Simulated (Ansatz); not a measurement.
## GaN: energy above lowest point against volume scale

All results are calculated (Ansatz 0.2.0). Free energy against uniform scaling of the volume at fixed shape and fractions; periodic cell, basis, potentials, k mesh and filling as listed.

The cell before it is scaled or strained (space group F-43m, No. 216):
```
CELL_PARAMETERS angstrom
0.00000 2.25350 2.25350
2.25350 0.00000 2.25350
2.25350 2.25350 0.00000
ATOMIC_POSITIONS crystal
Ga 0.00000 0.00000 0.00000
N 0.75000 0.75000 0.75000
```

Settings of every row: functional PBE; dispersion none; potentials PAW; wave cutoff 517.02 eV; density cutoff 2068.1 eV; k mesh 8x8x8; k shift 0x0x0; occupations fixed; smearing width 0 eV; spin none.

```csv
row,volume scale,V (Å³/atom),energy above lowest point (meV/atom)
1,0.94,10.757,53.7
2,0.96,10.986,30.7
3,0.98,11.215,14.5
4,1,11.444,4.5
5,1.02,11.673,0
6,1.04,11.902,?
7,1.06,12.13,5.5
```

Question: what energy above lowest point should row 6 give?

Worked fit of energy above lowest point. Take u = (V_r/V)^(2/3) − 1 with V_r = 11.329 Å³ an atom, which is twice the finite (Eulerian) strain; such expansions in the strain, on which the Birch-Murnaghan equation of state is built, carry the rest volume and the bulk modulus. The shown rows have u = 0.03514, 0.02071, 0.00677, -0.00671, -0.01974, -0.04452. Least squares give energy above lowest point = 8.79 + 742.9 × u + 15140 × u² + 2534 × u³ meV/atom; a parabola predicts inner rows, each left out in turn, worse (root mean square 0.054 against 0.021 meV/atom). All shown rows lie on it to the printed digit. Its lowest point lies at u = -0.0247, or V = 11.76 Å³ an atom, and the curvature there gives the bulk modulus at fixed shape and fractions, B = (4/9)(1 + u)² E″(u)/V = 172 GPa. The withheld row has u = -0.03236, so the fit gives 8.79 + 742.9 × (-0.03236) + 15140 × (-0.03236)² + 2534 × (-0.03236)³ = 0.5 meV/atom.

The calculation gave 0.5 meV/atom. The fit meets it to the printed digit.
